Before YPb$_3$ enters a design or a further calculation, someone has to decide whether to treat it as a metal or as a semiconductor with a small gap. The levels below seem to favour the semiconductor. At ten points of the Brillouin zone, the highest level below the Fermi level lies at $-0.11$ eV and the lowest one above it at $0.05$ eV, which looks like a gap of $0.16$ eV. That conclusion would be wrong, and the reason shows how such a list has to be read.

Kohn–Sham levels of YPb$_3$ (AuCu$_3$ type, Pm-3m, relaxed cell) from the Fermi level, with degenerate levels repeated. Calculated with Ansatz 0.2.0: plane-wave PAW, PBEsol on PBE datasets, scalar-relativistic without spin-orbit coupling, not spin-polarized. The cutoff is 420 eV, the k-point mesh 6 × 6 × 6 and the Gaussian smearing 0.05 eV.

| k-point | k in reciprocal vectors | ∣k∣ (1/Å) | level 4 below (eV) | level 3 below (eV) | level 2 below (eV) | level 1 below (eV) | level 1 above (eV) | level 2 above (eV) | level 3 above (eV) |
| --- | --- | --- | --- | --- | --- | --- | --- | --- | --- |
| Gamma | 0 0 0 | 0.000 | -6.84 | -2.94 | -2.94 | -2.94 | 1.36 | 1.36 | 1.36 |
| X | 0 0.5 0 | 0.654 | -1.76 | -0.86 | -0.11 | -0.11 | 0.86 | 1.38 | 1.94 |
| M | 0.5 0.5 0 | 0.924 | -4.60 | -1.36 | -1.36 | -1.18 | 0.19 | 0.19 | 0.31 |
| R | 0.5 0.5 0.5 | 1.132 | -4.79 | -3.56 | -3.56 | -3.56 | 0.83 | 2.15 | 2.15 |
| midway | 0 0.25 0 | 0.327 | -2.74 | -2.74 | -1.99 | -0.78 | 0.26 | 0.26 | 1.37 |
| midway | 0.25 0.25 0 | 0.462 | -2.44 | -2.00 | -0.54 | -0.34 | 0.52 | 1.17 | 1.68 |
| midway | 0.25 0.25 0.25 | 0.566 | -4.17 | -2.16 | -2.16 | -0.72 | 0.05 | 0.05 | 1.66 |
| midway | 0.25 0.5 0 | 0.731 | -2.09 | -1.84 | -0.92 | -0.85 | 0.58 | 1.25 | 1.49 |
| midway | 0.25 0.5 0.25 | 0.800 | -3.51 | -3.27 | -2.97 | -1.39 | 0.38 | 1.00 | 1.65 |
| midway | 0.5 0.5 0.25 | 0.980 | -4.16 | -3.48 | -2.76 | -2.76 | 1.52 | 1.76 | 1.76 |

Each row belongs to one wave vector $\mathbf{k}$, which states how an electron wave changes its phase from cell to cell. Energies count from the Fermi level, up to which the states are filled, and the columns are sorted into levels below and levels above it. The sorting alone guarantees an opening in every row, in a metal as well as in an insulator. A band that crosses the Fermi level between two points simply moves from one group of columns to the other.

The electron count settles the matter. The calculation treats 53 electrons per cell, and each band holds two of them per cell, so they would fill 26.5 bands. In a crystal without magnetic moments, as assumed here, a half-integer count leaves at least one band partly filled. The same calculation finds 2.6 states per eV and cell at the Fermi level, so YPb$_3$ is to be treated as a metal.

What does run through the table in an orderly way is the number of levels that share one energy. Some rows have three equal levels, some have pairs, and some have none. The symmetry of the wave vector decides which.

**From Gamma to R: the points of high symmetry**

At Gamma, three levels coincide at $-2.94$ eV and three more at $1.36$ eV. The crystal is cubic, so its $x$, $y$ and $z$ directions are equivalent, and the wave vector zero favours none of them. A rotation of the cube turns a state that points along $x$ into one that points along $y$ or $z$. Since the rotation leaves the crystal as it was, all three states must have the same energy.

A ball held by springs along three perpendicular directions behaves in the same way. With equal springs it has three equal frequencies, with one odd spring a pair and a single one, and with three different springs three separate frequencies. The wave vector plays the part of the odd spring, because it can single out directions in a crystal that is itself still cubic. The analogy covers only levels that transform like three directions; a crystal also has levels that are single or twofold at full symmetry.

At X the wave vector points along one cube axis, and at M it lies along the diagonal of a cube face. In both cases one axis differs from the other two, which remain equivalent. Triples are therefore no longer required, but pairs are possible, such as the one at $-0.11$ eV at X. Symmetry permits pairs without turning every level into one: the first two levels above the Fermi level at X, at $0.86$ and $1.38$ eV, are single.

M also holds a near miss. A pair at $0.19$ eV has another level only $0.12$ eV above it, which resembles a slightly broken triple. The printed output calls this level single, but the row ends there, so a partner of equal energy can't be ruled out. No symmetry at M ties the third level to the pair, so their closeness alone does not show a common origin.

R is farthest from Gamma, with $|\mathbf{k}|$, the distance to the nearest reciprocal lattice point, at its largest. Yet triples return there, at $-3.56$ eV. The wave vector of R treats all three axes alike, just as that of Gamma does. Symmetry, and not distance from Gamma, sets the pattern.

**The midway points: counting what is left**

For the lower rows the argument can be turned into a count. Take all operations of the cube that reorder the three components of $\mathbf{k}$ or reverse their signs; there are 48. Keep those that leave $\mathbf{k}$ unchanged up to a whole reciprocal lattice vector. A component of 0 may be reversed, since that leaves it as it is, and so may one of 0.5, because $0.5$ and $-0.5$ differ by exactly one such vector. A component of 0.25 may not.

Group theory then limits how many levels symmetry can force together. States can respond to the kept operations in several distinct ways, and each way $i$ has its own multiplicity $d_i$. If $N$ operations are kept, then

$$\sum_i d_i^2 = N .$$

One of the $d_i$ is always 1, for the states that no operation changes. If the order in which two operations are applied matters, at least one $d_i$ must exceed 1.

The last row, with $\mathbf{k} = (0.5, 0.5, 0.25)$, serves as a worked case. The first component may be reversed or not, the second likewise, and the two may be exchanged or not, which gives

$$N = 2 \times 2 \times 2 = 8 .$$

Exchanging the two components and then reversing the first is not the same as doing so in the opposite order, so there must be a multiplicity above 1. The only way to meet the sum is $1^2+1^2+1^2+1^2+2^2 = 8$. Pairs are allowed and triples are not, and the row indeed has pairs at $-2.76$ and $1.76$ eV.

The point $(0.25, 0.5, 0.25)$ looks similar but behaves differently. Here the first and third components may be exchanged and the second reversed, so four operations remain. After the compulsory 1, only 3 is left in the sum, too little for the $2^2$ of a pair. Every level of this row is single, and the same holds for the other two points that keep four operations, $(0.25, 0.25, 0)$ and $(0.25, 0.5, 0)$.

The two remaining midway points lie on the way from Gamma to X and from Gamma to R. The first keeps a fourfold axis and the second a threefold axis, each together with mirror planes that contain it. A quarter or a third of a turn followed by a reflection differs from the same two steps in the opposite order, so pairs are allowed at both points. On the way to X, a pair at $-2.74$ eV lies below a single level at $-1.99$ eV. These may be the three levels that coincide at $-2.94$ eV at Gamma, split as the spring picture suggests, but this link between the rows is a guess.

The least regular row is $(0.25, 0.5, 0)$. Two of its levels, at $-0.92$ and $-0.85$ eV, are only $0.07$ eV apart, although symmetry forces no levels together there. The distance is small but well beyond the rounding of the table, so this is no pair. Two bands may happen to cross near this point, which a finer path through the zone would help to decide.

**How far the rule reaches**

In all ten rows the largest multiplicity seen equals the largest one that the kept operations allow, as the printed output after this text shows. At Gamma, X, M and R the sum of squares alone does not fix that limit; there it is taken from the known representations of the group that the operations form. No energy from the table enters these limits, so the worked row was not adjusted to agree. The calculation itself obeys the symmetry of the crystal, however, so the agreement shows that the rule describes its levels, and is no test against nature.

The rule fixes how many levels can be forced to coincide, not where they lie. The opening around the Fermi level is about 4.3 eV at Gamma and almost the same at $(0.5, 0.5, 0.25)$, which has far less symmetry. At M, with more symmetry than that midway point, it is only about 1.4 eV. These widths depend on the energies of the yttrium and lead orbitals, on how strongly the orbitals interact at each wave vector, and on which bands lie next to the Fermi level there. Symmetry alone does not supply them.

The most serious limit is that the calculation leaves out spin-orbit coupling, which is strong in the 6p shell of lead. The coupling ties the spin to the directions in space, so orbital states that were equivalent need no longer have equal energies. Each triple at Gamma and R, six states with spin, splits into four and two. The pairs at X, M and the midway points generally split as well, leaving only the twofold partnership due to spin.

This matters most for levels close to the Fermi level, such as the pair at $0.05$ eV halfway from Gamma to R. A shift of a few tenths of an eV, possible where lead 6p contributes much, could carry one of its parts to the other side. The decision to treat YPb$_3$ as a metal stands, since it rests on the electron count. Which bands cross the Fermi level, and where, should be settled with spin-orbit coupling and a dense mesh of points.

The count carries over to points outside the table. At $(0.1, 0.1, 0.1)$ the three components can still be exchanged freely, so without spin-orbit coupling pairs are allowed, just as halfway to R. At $(0.1, 0.2, 0.3)$ only the operation that changes nothing remains, and symmetry forces no levels together.

Output of the analysis:

```
Symmetry and levels:
     row  '|k| (1/angstrom)'  'operations kept'  'largest multiplicity allowed'  'largest multiplicity seen'  'smallest spacing (eV)'  'opening at this k (eV)'
   Gamma                   0                 48                               3                            3                        0                       4.3
       X               0.654                 16                               2                            2                        0                      0.97
       M               0.924                 16                               2                            2                        0                      1.37
       R               1.132                 48                               3                            3                        0                      4.39
  midway               0.327                  8                               2                            2                        0                      1.04
  midway               0.462                  4                               1                            1                      0.2                      0.86
  midway               0.566                  6                               2                            2                        0                      0.77
  midway               0.731                  4                               1                            1                     0.07                      1.43
  midway                 0.8                  4                               1                            1                     0.24                      1.77
  midway                0.98                  8                               2                            2                        0                      4.28
Rows with a threefold level: 2
Rows with pairs but no threefold level: 5
Rows with single levels only: 3
Smallest spacing in the rows with single levels only (eV): 0.07
Single level above the pair at M, above the Fermi level (eV): 0.12
Highest level below the Fermi level in all rows (eV): -0.11
Lowest level above the Fermi level in all rows (eV): 0.05
Apparent gap from these ten points, not a real gap (eV): 0.16
Bands that the electrons would fill, two electrons each: 26.5
```
